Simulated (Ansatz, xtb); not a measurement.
## Loss of H2: C2H8Si → C2H6Si + H2

Species: C2H8Si `CC[SiH3]`, singlet; C2H6Si (vinylsilane) `C=C[SiH3]`, singlet; H2 (hydrogen), singlet. 

Shapes, held fixed at every level: PBE0-D4/def2-TZVP. Programs: Ansatz 0.2.0, xtb 6.7.1. The zero-point and thermal change to 298 K, harmonic and unscaled (PBE0-D4/def2-TZVP), is -26.8 kJ/mol.

```tsv
level	kind	ΔH(298 K) (kJ/mol)	less CCSD(T)/CBS estimate
GFN2-xTB	semi-empirical	+178.0	+48.7
PBE-D4/def2-TZVPP	GGA	+135.4	+6.1
B3LYP-D4/def2-TZVPP	global hybrid	+125.0	-4.3
PBE0-D4/def2-TZVPP	global hybrid	+148.7	+19.4
B2PLYP/def2-TZVPP	double hybrid	+126.1	-3.2
MP2/def2-TZVPP	perturbation theory	+135.2	+5.9
CCSD(T)/def2-SVP	coupled cluster or CI	+137.1	+7.8
CCSD/def2-SVP	coupled cluster or CI	+141.3	+12.0
CCSD(T)/CBS estimate	coupled cluster or CI	+129.3	0.0
```

The highest level, CCSD(T)/CBS estimate, gives ΔH(298 K) = +129.3 kJ/mol; the levels span +125.0 to +178.0. The column of differences is taken from that level and isn't an error. No measured value is set beside it here. The CBS estimate extrapolates MP2 from def2-TZVPP and def2-QZVPP and adds CCSD(T) − MP2 in the triple-zeta set, cores frozen; for H2 it overshoots the exact energy by about 1 mEh.

Dehydrogenation of ethylsilane to vinylsilane is strongly endothermic at every level, with the highest placing it at +129.3 kJ/mol. Two C–H σ bonds are given up for H–H and a C–C π bond, and the weaker sideways overlap of the π bond does not repay the cost. Silicon keeps all its bonds, so its influence is indirect, probably a modest stabilisation of the alkene by π delocalisation into σ* orbitals of the silyl group. The negative vibrational and thermal term reflects the loss of C–H stretching and bending modes, only partly offset by the stiff H–H stretch.

Perturbative triples lower the enthalpy from +141.3 to +137.1 kJ/mol in the same small basis, which suggests that correlation beyond doubles favours the unsaturated product side. The two global hybrids fall on opposite sides of the reference, so exact exchange alone does not determine the accuracy. Release of a gas molecule favours dehydrogenation at high temperature, but the reaction enthalpy does not show whether this route outcompetes H2 loss from silicon to form a silylene.
